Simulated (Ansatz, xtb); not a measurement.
## Two isomers of C2H7GeNSi

We compare X, `N#C[SiH2][CH2][GeH3]`, a singlet, with Y, `N#C[CH2][GeH2][SiH3]`, a singlet. Both are isolated molecules in the gas phase, relaxed with PBE0-D3(BJ)/def2-SVP; the shapes shown needn't be the lowest conformers.

X (Å):

```yaml
atoms:
  - { symbol: C, position_ang: [-2.6464, -1.3329, -2.2466] }
  - { symbol: C, position_ang: [0.0278, -1.1736, -0.8036] }
  - { symbol: Ge, position_ang: [1.4863, -0.0975, -0.0441] }
  - { symbol: N, position_ang: [-3.4422, -2.0740, -2.6500] }
  - { symbol: Si, position_ang: [-1.3425, -0.1765, -1.5831] }
  - { symbol: H, position_ang: [-0.8639, 0.6283, -2.7415] }
  - { symbol: H, position_ang: [-2.0256, 0.7076, -0.5979] }
  - { symbol: H, position_ang: [0.4543, -1.8524, -1.5601] }
  - { symbol: H, position_ang: [-0.3948, -1.8008, -0.0018] }
  - { symbol: H, position_ang: [2.5482, -1.0292, 0.5633] }
  - { symbol: H, position_ang: [0.9260, 0.8294, 1.0498] }
  - { symbol: H, position_ang: [2.1245, 0.7599, -1.1520] }
```

Y (Å):

```xyz
12

C     0.7452    0.5875    2.8959
C     1.0626    0.8606    1.5122
Ge   -0.5677    0.7765    0.3686
N     0.4403    0.3512    3.9889
Si   -1.7093   -1.2714    0.7893
H     1.7881    0.1193    1.1432
H     1.5189    1.8577    1.4165
H    -1.4342    2.0025    0.7084
H    -0.0820    0.8945   -1.0893
H    -0.7513   -2.4045    0.6110
H    -2.8355   -1.4232   -0.1804
H    -2.2385   -1.2741    2.1835
```

Quicker runs give these differences E(Y) − E(X): GFN2-xTB −18.5 kcal/mol; HF/STO-3G +13.3 kcal/mol (at GFN2-xTB geometries); r2SCAN-D4/def2-SVP +5.7 kcal/mol (at GFN2-xTB geometries).

Question: Which of the two would you expect CCSD(T)/def2-SVP + ΔMP2/def2-TZVPP electronic energies to favour?

Answer: Structure X; the calculation gives E(Y) − E(X) = +9.1 kcal/mol.

Level by level:

| level | geometry | E(Y) − E(X) (kcal/mol) | departure from the last row (kcal/mol) | job, with rough time for the two |
| --- | --- | --- | --- | --- |
| GFN2-xTB | GFN2-xTB | −18.5 | −27.6 | optimisation, 0.32 s |
| HF/STO-3G | GFN2-xTB | +13.3 | +4.2 | single point, 1.4 s |
| r2SCAN-D4/def2-SVP | GFN2-xTB | +5.7 | −3.4 | single point, 6.9 s |
| PBE0-D3(BJ)/def2-SVP | PBE0-D3(BJ)/def2-SVP | +3.9 | −5.2 | optimisation, 1.8 min |
| HF/def2-SVP | PBE0-D3(BJ)/def2-SVP | +8.7 | −0.3 | part of the CCSD(T) run |
| MP2/def2-SVP | PBE0-D3(BJ)/def2-SVP | +8.7 | −0.4 | part of the CCSD(T) run |
| CCSD(T)/def2-SVP | PBE0-D3(BJ)/def2-SVP | +7.6 | −1.5 | single point |
| CCSD(T)/def2-SVP + ΔMP2/def2-TZVPP | PBE0-D3(BJ)/def2-SVP | +9.1 |  | single point, 78 s |

As drawn, Y has 1 C–C, 1 Ge–Si, 1 Si–H in place of 2 C–Si, 1 Ge–H.

GFN2-xTB puts the two in the other order. The largest departure from CCSD(T)/def2-SVP + ΔMP2/def2-TZVPP is that of GFN2-xTB, 27.6 kcal/mol. The last row adds to CCSD(T) the change of the MP2 difference between the two basis sets, here +1.5 kcal/mol.

With thermal terms from frequencies at re-optimised GFN2-xTB minima (ideal gas, soft modes damped towards free rotors, one conformer each, 298.15 K, 1 atm): on the last row, ΔE + ΔZPE = +9.0, ΔH = +9.2, ΔG = +8.6 kcal/mol.

The correlated steps freeze 17 core orbitals; the filled d shell of Ge is correlated, in a basis made for valence electrons. Codes used: Ansatz 0.2.0, xtb 6.7.1; the last row on 2 threads of Intel(R) Xeon(R) Processor @ 2.70GHz on a shared host.

The preference for X is best read as a balance of bonds. X has two strong, polar Si–C bonds, whereas Y has a Ge–Si bond, which is weak because its diffuse valence orbitals overlap poorly and the small electronegativity difference adds little ionic stabilisation. Y recovers part of this through its strong C–C bond to the cyano carbon and by exchanging a Ge–H bond for a stronger Si–H bond, but not enough to reverse the order.

Hartree–Fock and MP2 both give +8.7 kcal/mol in the same basis, so the preference is already present at mean-field level and doesn't depend on a differential correlation effect. GFN2-xTB alone reverses the sign; since other methods favour X even at its geometries, the fault probably lies in its parametrised bond energies rather than its structures. The small thermal corrections leave the preference essentially energetic, not entropic. None of this bears on whether X would persist against rearrangement to its silyl isocyanide.
